A surface state is an electron wave held at the face of a crystal, where it can take part in bonding to whatever lands there. In a calculation it is recognised by its weight on the outermost atoms. The slab below is tungsten disilicide with silicon on both faces and three tungsten layers inside, treated with a density functional without spin-orbit coupling.

The levels b1 and b2 are the first and second below the Fermi level, and a1 is the first above it. The outer orbital weight is the share of a level on the two outer planes, one of silicon and one of tungsten, of both faces together. G is the centre of the surface zone, X the middle of its edge and M its corner.

Kohn-Sham levels of a relaxed nine-plane WSi2 (001) slab, computed with Ansatz 0.2.0 (PBE, scalar-relativistic, no spin polarisation, PAW, 420 eV plane-wave cutoff, 11x11x1 k mesh, Gaussian smearing of 0.1 eV). Outer weights are Löwdin weights, averaged over levels within 1.5 meV and not renormalised, so they are low for levels that spill into vacuum.

| point label | point a (reciprocal cell vectors) | point b (reciprocal cell vectors) | level b1 from the Fermi level (eV) | outer orbital weight b1 | level b2 from the Fermi level (eV) | outer orbital weight b2 | level a1 from the Fermi level (eV) | outer orbital weight a1 |
| --- | --- | --- | --- | --- | --- | --- | --- | --- |
| X | 0.5000 | 0.0000 | -0.050 | 0.900 | -0.100 | 0.920 | 2.700 | 0.920 |
| between | 0.4167 | 0.0000 | -0.020 | 0.560 | -0.040 | 0.900 | 0.120 | 0.920 |
| between | 0.3333 | 0.0000 | -0.430 | 0.800 | -1.140 | 0.460 | 0.010 | 0.560 |
| between | 0.2500 | 0.0000 | -0.120 | 0.560 | -0.590 | 0.640 | 0.470 | 0.700 |
| between | 0.1667 | 0.0000 | -0.230 | 0.540 | -0.360 | 0.280 | 0.430 | 0.580 |
| between | 0.0833 | 0.0000 | -0.050 | 0.800 | -0.500 | 0.720 | 0.210 | 0.800 |
| G | 0.0000 | 0.0000 | -0.520 | 0.660 | -0.520 | 0.660 | 0.530 | 0.560 |
| between | 0.0833 | 0.0833 | -0.100 | 0.160 | -0.200 | 0.620 | 0.560 | 0.520 |
| between | 0.1667 | 0.1667 | -0.390 | 0.620 | -1.120 | 0.440 | 0.720 | 0.460 |
| between | 0.2500 | 0.2500 | -0.260 | 0.700 | -0.870 | 0.800 | 0.620 | 0.820 |
| between | 0.3333 | 0.3333 | -0.780 | 0.840 | -0.880 | 0.840 | 0.230 | 0.680 |
| between | 0.4167 | 0.4167 | -1.160 | 0.740 | -1.430 | 0.680 | 0.170 | 0.600 |
| M | 0.5000 | 0.5000 | -0.170 | 0.620 | -1.410 | 0.680 | 1.320 | 0.560 |
| between | 0.5000 | 0.4167 | -1.240 | 0.700 | -1.660 | 0.600 | 0.040 | 0.600 |
| between | 0.5000 | 0.3333 | -0.840 | 0.780 | -1.090 | 0.780 | 0.140 | 0.640 |
| between | 0.5000 | 0.2500 | -0.030 | 0.660 | -0.420 | 0.880 | 0.490 | 0.760 |
| between | 0.5000 | 0.1667 | -0.130 | 0.680 | -0.130 | 0.940 | 0.150 | 0.820 |
| between | 0.5000 | 0.0833 | -0.020 | 0.880 | -0.060 | 0.920 | 2.690 | 0.120 |

**(a) What outer weight should an ordinary level have, one that belongs to the whole slab?**

*Solution.* Levels near the Fermi level of such a silicide are expected to be largely tungsten 5d. The outer planes contain two of the three tungsten layers, so a state spread evenly over the tungsten already scores 2/3. A weight that looks high may therefore only reflect how thin the slab is.

Waves are seldom spread evenly, and a small model shows by how much they differ. Let each tungsten layer carry one orbital of the same energy, with amplitudes $c_1, c_2, c_3$, and let neighbouring layers be coupled by $t$. With the energy $E$ counted from that of the orbital,

$$E c_1 = t c_2,\qquad E c_2 = t(c_1+c_3),\qquad E c_3 = t c_2 .$$

Two solutions have amplitudes $(1, \pm\sqrt2, 1)/2$. Their outer weight is $1/4+1/4=1/2$. The third is $(1, 0, -1)/\sqrt2$, which has a node on the central layer and an outer weight of 1, although it is a wave of the whole slab.

The estimate has no adjustable constant, and it sets the right scale. The 54 listed weights average 0.68, and 26 of them lie between 0.50 and 0.70. Levels at G and M with such weights give no sign of being bound to the surface.

Six weights lie below 1/2, which this model with one orbital per layer cannot give as long as the layers are coupled. Three of them, from 0.44 to 0.46, miss the limit narrowly, but for the three below 0.40 the model clearly fails. The clearest case among the occupied levels is b1 at the first point from G towards M, with a weight of only 0.16. Such a level must sit mainly on the inner planes, or part of it escapes the atomic orbitals used for the projection.

**(b) Why do the highest weights gather around X?**

*Solution.* Nine weights exceed 0.86. They occur at X, at the next point towards G, and on the way to M as far as the halfway point. What changes from point to point is the phase of the electron wave from one cell to the next, and this phase controls how well the layers communicate.

In this crystal each tungsten layer is shifted by half a cell diagonal against the next. Seen from an outer tungsten atom, the atoms of the central layer therefore lie in pairs to its left and right. Everywhere on the line from X to M the wave changes sign from one cell to the next along the first axis, so the two members of a pair carry opposite signs. For an orbital that looks the same from left and right, their contributions cancel.

The mirror symmetry of the slab makes this cancellation exact for any orbital meeting its own kind in the adjacent layer, including the coupling that passes through silicon. An outer orbital is thus cut off from its own kind in the centre. It can still mix with a different kind of orbital there, but only weakly if their energies lie far apart compared with the coupling. Levels of the outer layers can then separate from those of the central one. The table does not name the orbitals, so this cause of the high weights is expected rather than shown.

Away from this line the cancellation is incomplete. For the simplest orbital, coupled equally to its four neighbours in the next layer, the coupling varies as $\cos(\pi k_a)\cos(\pi k_b)$, where $k_a$ and $k_b$ are the two coordinates of the point. It is zero at X, about a quarter of its full strength one step towards G, and complete at G. The mean weight of the three levels follows at first, falling from 0.91 at X to 0.79 and then 0.61, but it is back at 0.77 just before G.

M shows the limit of the argument. The same cancellation holds there, yet the mean weight is an ordinary 0.62. Different orbitals can still mix at M, for instance $d_{xz}$ in an outer layer with $d_{yz}$ in the centre, or $d_{z^2}$ with $d_{xy}$. Levels made of $d_{xz}$ and $d_{yz}$ come in pairs of equal energy there. The level b1 has no such twin, so it must be of another kind. The phase rule opens the way for levels to separate, but the mixing with other orbitals decides whether they do.

**(c) Why do some levels jump between neighbouring points?**

*Solution.* The names b1, b2 and a1 are ranks counted from the Fermi level. When a band crosses that level, all ranks shift by one, and a column continues with a different band.

This explains the row at M. There b1 lies at −0.17 eV, while at the points on either side it lies below −1.1 eV. Those same two points have an empty level just above the Fermi level, at 0.17 and 0.04 eV. A band that dips by a few tenths of an eV joins these values smoothly, and the former b1 becomes b2. Spin-orbit coupling can move tungsten 5d levels by a similar amount, so whether the band really dips below the Fermi level at M remains uncertain.

The wide separation at X has the same origin. Between b1 and a1 there are 2.75 eV at X, but only 0.14 eV one step towards G. An occupied level need rise only slightly to become the new a1, whereas the old a1 would have to fall by more than 2.5 eV. The separation is thus local, and the slab as a whole is a metal.

One step from X towards M, a1 stays within 0.01 eV of its value at X, but its outer weight drops from 0.92 to 0.12. A single band would hardly change its character so completely at constant energy. My guess is that an outer and an inner level lie close together here and exchange ranks, as the decoupling in part (b) would allow. Part of the low weight may also come from a level that escapes the atomic orbitals of the projection. Most of the counts and differences used here are printed after this text.

It remains open whether b1 and b2 at X, only 0.05 eV apart, are a pair of true face states. They could also be the even and the odd combination of one ordinary orbital on the two outer layers, cut off from the centre by the phase rule, or node waves of two different orbitals. A series of ever thicker slabs would tell. As layers are added, a standing wave spreads over them and its outer weight falls, whereas a true face state keeps its weight. A single step to five tungsten layers may not be enough, because the weak coupling near X can leave a standing wave with a high outer weight there too.

The analysis program printed:

```
Separation and weights along the path:
      row  distance from X (reciprocal cell vectors)  a1 less b1 (eV)  mean outer weight of the three levels  weights above 0.86
        X                                          0             2.75                                 0.9133                   3
  between                                     0.0833             0.14                                 0.7933                   2
  between                                     0.1667             0.44                                 0.6067                   0
  between                                       0.25             0.59                                 0.6333                   0
  between                                     0.3333             0.66                                 0.4667                   0
  between                                     0.4167             0.26                                 0.7733                   0
        G                                        0.5             1.05                                 0.6267                   0
  between                                     0.4249             0.66                                 0.4333                   0
  between                                     0.3727             1.11                                 0.5067                   0
  between                                     0.3536             0.88                                 0.7733                   0
  between                                     0.3727             1.01                                 0.7867                   0
  between                                     0.4249             1.33                                 0.6733                   0
        M                                        0.5             1.49                                   0.62                   0
  between                                     0.4167             1.28                                 0.6333                   0
  between                                     0.3333             0.98                                 0.7333                   0
  between                                       0.25             0.52                                 0.7667                   1
  between                                     0.1667             0.28                                 0.8133                   1
  between                                     0.0833             2.71                                   0.64                   2
Outer weight of a state spread evenly over three W layers: 0.6667
Outer weight of a three-layer standing wave without a central node: 0.5
Mean of all 54 listed outer weights: 0.6774
Number of weights from 0.50 to 0.70: 26
Number of weights above 0.86: 9
Number of weights below 0.40: 3
Rows with at least two weights above 0.86: 3
At X, b1 less b2 (eV): 0.05
Next to X towards G, a1 less b2, the two high-weight levels (eV): 0.16
Next to X towards M, b1 less b2 (eV): 0.04
Lowest empty level, X less its neighbour towards M (eV): 0.01
Outer weight of the lowest empty level, X less its neighbour towards M: 0.8
Neighbour towards G a1 less M b1 (eV): 0.34
Neighbour towards X a1 less M b1 (eV): 0.21
```
